Student: My lecture notes say S(ω) = −2ħ[1 + n(ω)] Im G_R(ω), with n the Bose factor. I believe that for harmonic phonons. But my silicon nitride membrane is amorphous, stressed and lossy. Why should a Bose factor survive there?

Lecturer: Because it does not come from counting phonons. There are three premises. The Hamiltonian H of everything, membrane, frame and whatever carries energy away, is independent of time and bounded below. The state is canonical, ⟨X⟩ = Tr(e^(−βH) X)/Z with β = 1/k_BT. Operators evolve as A(t) = e^(iHt/ħ) A e^(−iHt/ħ). H may be as anharmonic as you like. The definitions are

S_AB(ω) = ∫ dt e^(iωt) ⟨A(t)B(0)⟩, (1)

G_R(t) = −(i/ħ) θ(t) ⟨[A(t), B(0)]⟩, G_R(ω) = ∫ dt e^(i(ω+iη)t) G_R(t), η → 0+, (2)

with ω an angular frequency of either sign and n(ω) = 1/(e^(βħω) − 1). Integrals without limits run over the whole real line.

Student: Nothing ties (1) to (2) yet.

Lecturer: The tie is one line. Put t + iħβ into the evolution law. Since e^(iH(iħβ)/ħ) = e^(−βH), we get A(t + iħβ) = e^(−βH) A(t) e^(βH). Then

Z⟨B(0)A(t + iħβ)⟩ = Tr[e^(−βH) B e^(−βH) A(t) e^(βH)] = Tr[B e^(−βH) A(t)] = Tr[e^(−βH) A(t) B],

using only the cyclic property of the trace, twice. So

⟨A(t)B(0)⟩ = ⟨B(0)A(t + iħβ)⟩. (3)

That is the KMS relation, after Kubo, Martin and Schwinger.

Student: e^(βH) is unbounded. Is complex time more than a formal trick?

Lecturer: Write C(z) = ⟨B(0)A(z)⟩ in eigenstates, z = t + iτ. Each term is B_mn A_nm e^(i(E_n−E_m)t/ħ) times e^(−E_m(β − τ/ħ)) e^(−E_n τ/ħ)/Z. For 0 < τ < ħβ both sums are damped exponentially at high energy, so C is analytic in that strip, and (3) relates its two edges. Now transform. By (3), S_AB(ω) = ∫ dt e^(iωt) C(t + iħβ). With z = t + iħβ, e^(iωt) = e^(iωz) e^(βħω), and the contour can be lowered to the real axis:

S_AB(ω) = e^(βħω) ∫ dt e^(iωt) ⟨B(0)A(t)⟩.

The state is stationary, so ⟨B(0)A(t)⟩ = ⟨B(−t)A(0)⟩, and t → −t turns the integral into S_BA(−ω). Hence

S_BA(−ω) = e^(−βħω) S_AB(ω). (4)

Student: Lowering the contour needs C to vanish at large |t|. In a finite system it never does.

Lecturer: True, so check (4) term by term as a distribution. With p_m = e^(−βE_m)/Z and ω_nm = (E_n − E_m)/ħ, (1) gives

S_AB(ω) = 2π Σ_mn p_m A_mn B_nm δ(ω − ω_nm). (5)

The same formula for S_BA(−ω), with m and n swapped, is 2π Σ_mn p_n A_mn B_nm δ(ω − ω_nm). On the delta function p_n = p_m e^(−βħω), which is (4). You also see the meaning: positive ω is a transition in which the system takes up ħω, negative ω one in which it gives ħω away, and the two differ only in the population of the starting level. That is detailed balance.

Student: And for a lattice, where does the minus sign on q come from?

Lecturer: From the exchange of A and B. Let u_α(q) = N^(−1/2) Σ_l u_α(l) e^(−iq·R_l) over N cells, with α covering the Cartesian direction and the atom in the cell. Then u_α(q)† = u_α(−q). Define S_αβ(q,ω) by A = u_α(q), B = u_β(−q). The exchanged pair defines S_βα(−q,ω), so (4), after renaming, reads

S_αβ(q,−ω) = e^(−βħω) S_βα(−q,ω), (6)

and for a diagonal element S(q,−ω) = e^(−βħω) S(−q,ω).

Student: Books often drop that sign.

Lecturer: They use one more premise. If H commutes with time reversal Θ, then Θu_α(q)Θ⁻¹ = u_α(−q), because positions are even and Θ conjugates the phase. So |⟨m|u_α(q)|n⟩|² = |⟨Θm|u_α(−q)|Θn⟩|² with the same energies, and (5) gives S(−q,ω) = S(q,ω). Inversion symmetry gives less. It carries the atom of α onto its partner, labelled α′ with the same Cartesian direction, and turns u_α(q) into −u_α′(−q) times a phase, so S_αα(q,ω) = S_α′α′(−q,ω). That removes the sign on q only for an atom that sits on an inversion centre, where α′ = α, or after summing over the two partners. For any other diagonal element, with a magnetic field or magnetic order, keep (6) as it stands, even in a centrosymmetric crystal.

Student: Now the response function.

Lecturer: Transform the commutator:

ρ_AB(ω) = ∫ dt e^(iωt) ⟨[A(t), B(0)]⟩ = S_AB(ω) − S_BA(−ω) = (1 − e^(−βħω)) S_AB(ω). (7)

Since 1/(1 − e^(−x)) = 1 + 1/(e^x − 1), this says S_AB = [1 + n(ω)] ρ_AB for ω ≠ 0. There is your Bose factor: it is the inverse of the bracket in (7). Next insert ⟨[A(t),B(0)]⟩ = ∫ (dω′/2π) ρ_AB(ω′) e^(−iω′t) into (2) and use ∫₀^∞ dt e^(i(x+iη)t) = i/(x + iη):

G_R(ω) = (1/ħ) ∫ (dω′/2π) ρ_AB(ω′)/(ω − ω′ + iη). (8)

For B = A†, A_mn B_nm = |A_mn|², so S and ρ are real. As η → 0+, 1/(x + iη) → P(1/x) − iπδ(x), so Im G_R = −ρ/(2ħ), and

S(ω) = −2ħ [1 + n(ω)] Im G_R(ω). (9)

This is the fluctuation-dissipation theorem, in essence the result of Callen and Welton of 1951.

Student: You slipped in B = A†. What about S_xy?

Lecturer: Then ρ is complex and the plain imaginary part is wrong. From (5) and (7), ρ_βα(q,ω) = ρ_αβ(q,ω)*, so ρ is a Hermitian matrix, and (8) gives G_αβ − G_βα* = −iρ_αβ/ħ. Read Im G_R in (9) as the matrix (G_R − G_R†)/2i and it holds for every element.

Student: You also divided by 1 − e^(−βħω), which vanishes at ω = 0.

Lecturer: That is a real gap. The terms of (5) with E_n = E_m give 2πC_∞ δ(ω), where C_∞ is the long-time average of ⟨A(t)A†(0)⟩. They cancel in the commutator, so G_R knows nothing of them, and the complete statement is (9) plus 2πC_∞ δ(ω). If correlations decay, C_∞ = |⟨A⟩|², and measuring A from its mean removes the term. From here on u is measured from its mean and C_∞ = 0.

Student: Why call Im G_R dissipation? And the minus sign looks odd.

Lecturer: Take a Hermitian displacement u and apply a weak force, H′ = −f(t)u. First-order perturbation theory gives δ⟨u(t)⟩ = −(i/ħ) ∫ dt′ θ(t − t′) ⟨[u(t), H′(t′)]⟩ = −∫ dt′ G_R(t − t′) f(t′). The susceptibility χ, in m/N, is therefore χ = −G_R. For f = f₁ cos ωt the response is Re[χ f₁ e^(−iωt)], and the mean power taken up is the time average of f d⟨u⟩/dt, namely (ω/2) f₁² Im χ. By (5) S ≥ 0, and 1 + n has the sign of ω, so (9) forces ω Im χ ≥ 0: a system in equilibrium always absorbs.

Student: Show me that one harmonic mode obeys (9), factor of two included.

Lecturer: Let u = (ħ/2mΩ)^(1/2) (a + a†), with a(t) = a e^(−iΩt) and ⟨a†a⟩ = n̄ = n(Ω). Then ⟨u(t)u(0)⟩ = (ħ/2mΩ)[(n̄ + 1) e^(−iΩt) + n̄ e^(iΩt)], so

S(ω) = (πħ/mΩ) [(n̄ + 1) δ(ω − Ω) + n̄ δ(ω + Ω)].

The commutator is −iħ sin(Ωt)/(mΩ), so G_R(t) = −θ(t) sin(Ωt)/(mΩ), G_R(ω) = 1/{m[(ω + iη)² − Ω²]}, and Im G_R = −(π/2mΩ)[δ(ω − Ω) − δ(ω + Ω)]. At +Ω, (9) gives the weight πħ(n̄ + 1)/(mΩ). At −Ω use 1 + n(−Ω) = −n(Ω), and it gives πħ n̄/(mΩ). Both match.

Student: Then the mean square displacement.

Lecturer: Invert (1) at t = 0: ⟨u²⟩ = ∫ (dω/2π) S(ω) = −(ħ/π) ∫ dω [1 + n(ω)] Im G_R(ω). For Hermitian u the commutator is anti-Hermitian, its mean is imaginary, and G_R(t) is real. So G_R(−ω) = G_R(ω)* and Im G_R is odd. Folding the negative half over, the weight becomes [1 + n(ω)] − [1 + n(−ω)] = 1 + 2n(ω) = coth(βħω/2):

⟨u²⟩ = −(ħ/π) ∫₀^∞ dω coth(ħω/2k_BT) Im G_R(ω). (10)

The single mode gives (ħ/2mΩ) coth(ħΩ/2k_BT).

Student: u(q) is not Hermitian.

Lecturer: There (6) and (7) give Im G_R(q,−ω) = −Im G_R(−q,ω). Call a and b the values of Im G_R at q and −q for ω > 0. The folded integrand is (1 + n)a + nb = (n + ½)(a + b) + (a − b)/2. The last piece integrates to zero, because ∫ρ dω is 2π times the equal-time commutator of two displacements, which vanishes. So (10) holds for ⟨u(q)u(−q)⟩ with (a + b)/2 in place of Im G_R, and with time reversal a = b.

Student: My spectrum analyser has no negative frequencies.

Lecturer: A linear position readout records the symmetrised spectrum, [S(ω) + S(−ω)]/2 = −ħ coth(βħω/2) Im G_R, and displays it one-sided, in m²/Hz against f = ω/2π:

S₁(f) = S(ω) + S(−ω) = 2ħ coth(ħω/2k_BT) Im χ(ω), ⟨u²⟩ = ∫₀^∞ S₁ df. (11)

For ħω ≪ k_BT, coth → 2k_BT/ħω, so S₁ = 4k_BT Im χ/ω. If all the spectral weight lies there, (10) becomes (2k_BT/π) ∫₀^∞ dω Im χ/ω. By (8) with ρ = 2ħ Im χ at ω = 0, and Im χ odd, χ(0) = (2/π) ∫₀^∞ dω Im χ/ω. So ⟨u²⟩ = k_BT χ(0), equipartition, whatever the damping. The two signs of ω can be seen apart only by a probe that resolves energy exchange: the Stokes and anti-Stokes sidebands of scattered light are proportional to S(+Ω) and S(−Ω).

Student: Before numbers, tell me where this fails.

Lecturer: Separate the theorem from its use. Equations (3) to (11) are exact under the premises, at any temperature, anharmonicity and damping. The limits are these. First, equilibrium at a single temperature. A laser-cooled or feedback-cooled mode, or a membrane heated at the centre by the probe, does not satisfy (3) at the temperature of the frame. Second, G_R is the linear response, so χ has to be taken at vanishing drive. Third, the zero-frequency term. Your film is a glass under frozen-in stress, so it is not in the global canonical state. The theorem is applied within its metastable configuration, and it holds at frequencies where the degrees of freedom that respond are equilibrated; ageing and drift lie outside it. Fourth, the finite system has delta functions, and a smooth Im G_R means that the bath levels are dense on the scale of your resolution. Fifth, the theorem does not supply G_R. That comes from a model or from a driven measurement, and the probe adds imprecision and back-action noise that (11) does not contain.

Student: Then model my membrane.

Lecturer: Take a square film of side L = 1 mm and thickness d = 50 nm in vacuum, with typical inputs for stoichiometric high-stress nitride: tensile stress σ = 1 GPa, density ρ_m = 3100 kg/m³, and Q = 10⁶. I chose these to reproduce the typical behaviour of such a device, so what follows is the model's and tests nothing about the material. Write the deflection of the fundamental as u sin(πx/L) sin(πy/L). The amplitude u is a real linear combination of atomic displacements, so it is Hermitian and (9) to (11) apply. The kinetic energy is ½ρ_m d (L²/4)(du/dt)², so m = ρ_m d L²/4 = 39 ng. The stress energy ½σd ∫|∇z|² dx dy of a deflection z gives ½σd (2π²/L²)(L²/4) u², so K = π²σd/2 = 247 N/m. Then Ω = (K/m)^(1/2) = 2.52×10⁶ s⁻¹ and f₀ = (σ/2ρ_m)^(1/2)/L = 402 kHz.

Student: You dropped bending.

Lecturer: With approximate values E = 250 GPa and ν = 0.23 for Young's modulus and Poisson's ratio, the bending length is ℓ = d [E/(12(1 − ν²)σ)]^(1/2) = 0.23 µm. Clamping shortens each side by about 2ℓ and raises f₀ by about 2ℓ/L = 5×10⁻⁴, so three figures are all the model carries. For the response assume viscous damping, γ = Ω/Q:

χ(ω) = 1/{m[Ω² − ω² − iγω]}, Im χ = γω/{m[(Ω² − ω²)² + γ²ω²]}. (12)

At T = 300 K, ħΩ/k_B = 19.3 µK gives n̄ = 1.56×10⁷, far into the classical range. So ⟨u²⟩ = k_BT/K = 1.68×10⁻²³ m², or 4.10 pm rms. On resonance Im χ = Q/K, and

S₁(f₀) = 4k_BT Q/(KΩ) = 2.66×10⁻²³ m²/Hz,

which is 5.16 pm/√Hz, in a line of full width f₀/Q = 0.40 Hz. The area of that Lorentzian, (π/2) × width × height, is k_BT/K again. Dividing S₁ by |χ|² gives a white force noise 4k_BT mγ, whose root is 1.27 fN/√Hz.

Student: And detailed balance?

Lecturer: At 300 K the two sides differ by 1 − e^(−βħΩ) = 6.4×10⁻⁸. If the film truly came to equilibrium at 10 mK, then βħΩ = 1.93×10⁻³, n̄ = 518, S(−Ω)/S(Ω) = 0.9981, and the rms amplitude is 24 fm, against a zero-point value (ħ/2mΩ)^(1/2) = 0.73 fm. These do not depend on Q to the figures shown. Even at T = 0, where the substitution y = ω² makes (10) with (12) elementary, damping lowers ⟨u²⟩ only by the fraction 1/(πQ) = 3×10⁻⁷.

Student: I don't trust viscous damping in a solid.

Lecturer: Nor should you off resonance. Internal loss is often modelled by a constant loss angle φ = 1/Q, with K → K(1 − iφ) for ω > 0. At the peak the two models coincide. Far below it, Im χ is φ/K in place of φω/(KΩ), so S₁ is larger by Ω/ω and rises as 1/f. At 1 kHz the viscous model gives 5.2 am/√Hz and the loss-angle model 0.10 fm/√Hz, a factor of 20. Equation (11) holds for both, and only a knowledge of Im χ decides between them. The integral of Im χ/ω then diverges logarithmically at low frequency, but each decade adds only the fraction (2φ/π) ln 10 = 1.5×10⁻⁶ to ⟨u²⟩, and no causal χ keeps φ constant down to ω = 0.

Student: Is nonlinearity a worry at 4 pm?

Lecturer: The deflection changes the stress by a fraction of order (E/σ)(πu/L)² = 4×10⁻¹⁴, far below 1/Q, so the line shape (12) is safe. What does rival the fundamental is the other modes. Your beam does not read u. It reads the deflection averaged over its intensity profile, proportional to exp(−2r²/w²), here centred. Averaging sin(jπx/L) sin(kπy/L) over it gives zero unless j and k are odd, and then ± exp[−π²(j² + k²)w²/8L²] for w ≪ L. Mode (j,k) has the same mass and the stiffness K(j² + k²)/2, and the modes are independent, so the classical variance is k_BT/K times

Σ (j, k odd) [2/(j² + k²)] exp[−π²(j² + k²) w²/4L²].

For w = 50 µm the first term is 0.988 and the whole sum is 2.09; it grows logarithmically as the spot shrinks. So in this model the area under the peak at 402 kHz corresponds to a mode amplitude of 4.10 pm, while the broadband rms motion that the beam sees is 5.9 pm. If all modes shared the same loss angle, the floor at 1 kHz would rise from 0.10 to 0.15 fm/√Hz.